**Q.** I computed the 2p level of In²⁺ and In³⁺ with three local-density (LDA) functionals, and for each ion the uncorrected runs agree within the last printed digit. Can I take that agreement as the error bar?

All-electron, scalar-relativistic, spin-polarised Kohn-Sham LDA calculations for the ions In²⁺ and In³⁺ with Quantum ESPRESSO 7.5 (ld1.x), using spherical densities and a point nucleus. All functionals use Slater exchange, and SIC denotes the Perdew-Zunger self-interaction correction. Eigenvalues are negative for bound levels.

```
species   Z  charge (e)  electrons       configuration  functional  correction  eigenvalue (2p up) (eV)  eigenvalue (2p down) (eV)  mean radius (2p up) (bohr)  ε(2p down) − ε(2p up) (eV)
   In2+  49           2         47  [Kr] 4d10 (5s up)1    LDA-VWN5        none                  -3746.8                    -3746.7                     0.11222                      0.0182
   In2+  49           2         47  [Kr] 4d10 (5s up)1      LDA-PZ        none                  -3746.8                    -3746.8                     0.11222                      0.0189
   In2+  49           2         47  [Kr] 4d10 (5s up)1    LDA-PW92         SIC                  -3837.6                    -3837.6                     0.11206                      0.0189
   In3+  49           3         46           [Kr] 4d10      LDA-PZ        none                  -3758.4                    -3758.4                     0.11222                           0
   In3+  49           3         46           [Kr] 4d10    LDA-PW92        none                  -3758.4                    -3758.4                     0.11222                           0
   In3+  49           3         46           [Kr] 4d10      LDA-PZ         SIC                  -3849.3                    -3849.3                     0.11206                           0
```

**A.** No. VWN5, PZ and PW92 are three fits to the correlation energy of the same uniform electron gas, combined with the same local exchange, so they share whatever is wrong with the local picture. Here ε is the Kohn-Sham eigenvalue of the 2p level for up or down spin, and the mean radius is $\langle r\rangle$ of that orbital. With more digits from the same runs, swapping PZ for PW92 in In³⁺ moves ε by 0.015 eV. Compare instead the two In³⁺ rows with PZ, the one pair that differs only in the self-interaction correction (SIC): ε drops from −3758.4 to −3849.3 eV. That is 90.9 eV, or 2.4 % of the uncorrected level, about six thousand times the spread among the fits.

**Q.** Why should one correction be worth 91 eV?

**A.** Think of a one-electron ion such as He⁺. Its electron has nobody to repel, yet the Hartree potential is built from the whole density, so the electron is pushed by its own cloud. Exact exchange removes this push completely. Local exchange depends only on the density at each point and cannot cancel a long-range Coulomb potential everywhere, so part of the push survives and the level lies too high. The smaller the cloud, the stronger the push, as the potential of a charged sphere goes inversely with its radius. The Perdew-Zunger correction treats each orbital of indium as such an ion and subtracts the leftover. The analogy is exact for one electron only. With 46 or 47 electrons, LDA exchange acts on the total density, and its division into orbital self-terms is a prescription, not a unique quantity. The 91 eV therefore shows the scale of the problem, not the exact error of the level.

**Q.** Can that be turned into a number without running the atom again?

**A.** To first order it can. Let $n_i$ be the spherical density of one electron in orbital $i$, fully spin-polarised. The correction deepens the level by the average of the potentials that $n_i$ generates on itself, in atomic units

$$\Delta_i = F^0_i-\left(\frac{6}{\pi}\right)^{1/3}\!\int n_i^{4/3}\,d^3r+\langle v_c\rangle ,$$

where $F^0_i$ is the self-Coulomb integral, the second term comes from the local exchange potential $-(6n_i/\pi)^{1/3}$, and $\langle v_c\rangle$ is the small correlation part. If all lengths shrink by a factor $\lambda$, the density grows as $\lambda^3$ and both leading terms grow as $\lambda$, so, apart from the correlation part, $\Delta_i\langle r\rangle$ depends only on the shape of the orbital.

For the shape take a hydrogenic orbital, with $\langle r\rangle=[3n^2-l(l+1)]/(2Z_\text{eff})$ fixing the effective charge from the uncorrected radius. For 2p in In³⁺, $Z_\text{eff}=5/0.11222=44.56$, a few units below the nuclear charge $Z=49$. The hydrogenic 2p integral is $F^0=\tfrac{93}{512}Z_\text{eff}=8.09$ hartree, or 220.2 eV. Integrating the other two terms over the same density gives −125.7 and −1.6 eV. The sum is $220.2-125.7-1.6=92.9$ eV against the computed 90.9 eV, too large by 2.2 % of the computed shift, and nothing was fitted. In this accounting the local terms cancel only 58 % of the self-repulsion.

**Q.** So the model confirms that the correction is right?

**A.** It does not, since the formula is the definition of the correction. The agreement shows something narrower: the shift is almost entirely the direct self-term and owes little to rearrangement of the atom. The table supports this, because the 2p radius shrinks by only 0.14 %, and in a fixed potential an eigenvalue is stationary with respect to the shape of its own orbital. The remaining 2 eV is well above the 0.1 eV rounding of a difference. Part of it is the response of the other shells: in the corrected In³⁺ run the mean inverse radius rises by 0.0064 bohr⁻¹ for 3d and 0.0024 bohr⁻¹ for 4d, and with ten electrons in each shell this raises 2p by about 0.088 hartree, or 2.4 eV, in a simple electrostatic estimate. That is the right sign and size, but the non-hydrogenic and relativistic shape of the orbital also enters, and these runs do not separate the two. The calculation also averages the 2p density over angles, and a directed p orbital would have a different self-term.

**Q.** Could the correction simply be lowering the potential everywhere by a constant?

**A.** The other levels of the same runs exclude that. The shift is 361 eV for 1s, 30.6 eV for 3d and 7.9 eV for 4d in In³⁺, and 3.6 eV for the 5s of In²⁺, where the comparison is PW92 with correction against PZ without. Over the ten levels from 1s to 5s the logarithmic slope of shift against radius is −1.05, close to the −1 of the scaling argument. A single constant fitted to all ten, $\Delta=c/\langle r\rangle$ with 2p included, misses by as much as 13 % of the computed shift, because shape matters: the nodeless 1s, 2p and 3d have the three largest products $\Delta\langle r\rangle$. The hydrogenic model carries the shape and holds within 2.4 % for all six levels with $n\le3$, with or without nodes. It falls about 8 % short for $n=4$ and 15 % short for 5s. The printed analysis below gives each level.

**Q.** Why does it fail for the outer shells?

**A.** The 5s orbital is no longer hydrogenic, and its mean inverse radius shows it. A hydrogenic orbital has $\langle 1/r\rangle=Z_\text{eff}/n^2$. For 2p this is $44.56/4=11.14$ bohr⁻¹, 2 % below the computed 11.38. For 5s it is $16.2/25=0.65$ bohr⁻¹, 17 % above the computed 0.553, so the real 5s has less charge in its inner lobes. This measure does not track the error in every shell: for 4d it gives $18.2/16=1.14$ bohr⁻¹, only 2 % below the computed 1.158, although the model falls about 8 % short there. That the shape of the outer orbitals, and not the relaxation of neighbouring shells, causes the shortfall is my guess. The contraction of 4d noted above supports it for 4s and 4p: it raises those levels and so makes their shift smaller, while the shortfall needs a larger one.

For a neighbouring case use the scaling. The 2p self-term is about $92.9/44.6\approx2.1$ eV per unit of effective charge, so the next element should show a shift some 2 eV larger, and removing an outer electron should leave it nearly alone. The size of the correction relative to the level runs the other way: 1.3 % of the level for 1s, 16.5 % for 4d and 14.8 % for 5s.

**Q.** Does the error spoil the differences between rows as well?

**A.** The two differences in this table survive, because the 2p orbital keeps its size to five digits and its self-term cancels. Ionising In²⁺ lowers 2p by 11.64 eV with PZ and by 11.66 eV in the corrected pair, and that small change is no larger than the effect of mixing PW92 and PZ in that pair. This shift really is nearly uniform, 11.6 to 11.8 eV from 1s to 3d, because the 5s charge lies mostly outside the core and contributes an almost constant potential there. A frozen 5s would give $\langle1/r\rangle=0.553$ hartree, or 15.06 eV, which is 3.4 eV too much. The 4d shell contracts when the 5s leaves: its inverse radius rises to 1.1583 bohr⁻¹ from 1.1449 (up) and 1.1511 (down), which returns $5(0.0134+0.0072)=0.103$ hartree, about 2.8 eV, by the same electrostatic estimate.

**Q.** The last column puzzles me. The first row looks split by 0.1 eV, yet the column says 0.0182.

**A.** The 0.1 eV is rounding: the fuller values are −3746.766 and −3746.748 eV. The column ε(2p down) − ε(2p up) is the exchange splitting of a filled core level. In²⁺ is a doublet with one 5s up electron, and exchange lowers the potential for the majority spin wherever there is spin density. In the core it is a tiny fraction of a very large total density, and local exchange, which follows the cube root of each spin density, hardly responds to it. So with PZ the splitting falls from 0.92 eV for 5s and 0.24 eV for 4d to 0.0189 eV for 2p, and the corrected run prints the same 0.0189 eV. In closed-shell In³⁺ the two spin densities are equal and the zero follows. I would attach no cause to the 0.0007 eV between VWN5 and PZ. Nor is this the 2p₁/₂–2p₃/₂ doublet, which scalar relativity leaves out and which is roughly 200 eV in indium, a recalled size.

**Q.** Then is the corrected 2p value the binding energy?

**A.** Neither value is. The spin-orbit doublet alone is larger than the correction. Besides, removing a core electron lets the remaining shells contract, which a ground-state eigenvalue does not contain, and even in exact Kohn-Sham theory only the highest occupied level equals an ionisation energy. That level is where the failure can be set against measurement. For the 5s of In²⁺ the measured ionisation energy that accompanies the runs is 28.04 eV. The uncorrected −ε is 24.5 eV with VWN5 and with PZ, 3.5 eV or about 12.5 % below the measured value, while the corrected −ε is 28.15 eV. This is one level in one ion, and it says nothing about the accuracy of the corrected 2p.

**Q.** How would I notice the problem with no measurement and no corrected run?

**A.** Compare −ε of the highest level with the difference of total energies between the two ions. Janak's theorem makes ε the slope of the energy with respect to occupation, so the energy difference is the average of −ε as the 5s is emptied. For the exact functional the energy is linear between integer occupations and the two agree. Leftover self-repulsion grows roughly as the square of the occupation, bends the curve and makes ε too shallow at full occupation. With PZ the energy difference is 28.96 eV, which is 4.45 eV more than −ε. The test cannot be carried over to the corrected run, which is not variational here, so its remaining 0.83 eV is not a curvature.

The energy difference has an error of its own. It exceeds the measured value by 0.92 to 0.94 eV in all three treatments (VWN5, PZ, and PW92 with the correction), so neither the correlation fit nor the correction removes it. Spin-orbit coupling does not shift an s level at first order, and Breit and QED terms are missing from the calculation. I suspect the local treatment of exchange and correlation between 5s and 4d, but these runs do not show it.

Numerical output:

```
rounding of table: eigenvalue 0.05 eV, difference 0.1 eV, radius 5e-6 bohr
SIC shift 2p In3+ PZ: -90.9 eV (2.42 %), radius -0.14 %
SIC shift 2p In2+ PW92-SIC vs PZ: -90.8 eV (2.42 %), radius -0.14 %
finer SIC shift: In3+ -90.857, In2+ -90.843 eV
finer VWN5-PZ (In2+) 0.016, PW92-PZ (In3+) 0.015 eV; SIC/that 6057
ionisation shift 2p table: none -11.6, SIC -11.7; finer -11.641, -11.655 eV
frozen 5s estimate <1/r> = 15.06 eV, excess 3.42 eV
In2+ splitting VWN5/PZ/SIC: 0.0182 0.0189 0.0189 eV; from rounded VWN5 columns 0.1 eV
lvl Zeff F0 vx vc | model calc (eV deeper) err% | xc cancels% | calc*<r>(Ha bohr) c/<r> err% | % of eps
1s 50.4 857.8 -490.5 -2.16 | 365.14 361.16 +1.1 | 57 | 0.395 -13.4 | 1.3
2s 46.6 190.9 -116.1 -1.58 | 73.16 71.43 +2.4 | 62 | 0.338 +1.2 | 1.7
2p 44.6 220.2 -125.7 -1.62 | 92.91 90.90 +2.2 | 58 | 0.375 -8.8 | 2.4
3s 38.7 69.9 -43.7 -1.21 | 24.92 25.27 -1.4 | 64 | 0.324 +5.4 | 3.1
3p 36.0 70.3 -43.3 -1.20 | 25.79 25.92 -0.5 | 63 | 0.331 +3.2 | 3.8
3d 32.3 75.7 -43.9 -1.21 | 30.65 30.59 +0.2 | 60 | 0.365 -6.3 | 6.6
4s 28.3 28.7 -18.3 -0.90 | 9.50 10.31 -7.9 | 67 | 0.321 +6.4 | 6.9
4p 25.0 26.5 -16.8 -0.88 | 8.79 9.57 -8.2 | 67 | 0.324 +5.6 | 8.9
4d 18.2 21.2 -13.1 -0.80 | 7.26 7.93 -8.4 | 66 | 0.336 +1.8 | 16.5
5s 16.2 10.5 -6.8 -0.61 | 3.09 3.63 -14.7 | 70 | 0.309 +10.5 | 14.8
worst hydrogenic level 5s: -14.7 %; fitted c = 0.342 Ha bohr; slope dln(shift)/dln<r> = -1.051
5s VWN5: -eps - measured -3.50 eV (-12.5 %), dE - measured +0.94, dE + eps 4.44 eV
5s PZ: -eps - measured -3.53 eV (-12.6 %), dE - measured +0.92, dE + eps 4.45 eV
5s PW92-SIC: -eps - measured +0.10 eV (+0.4 %), dE - measured +0.93, dE + eps 0.83 eV
```
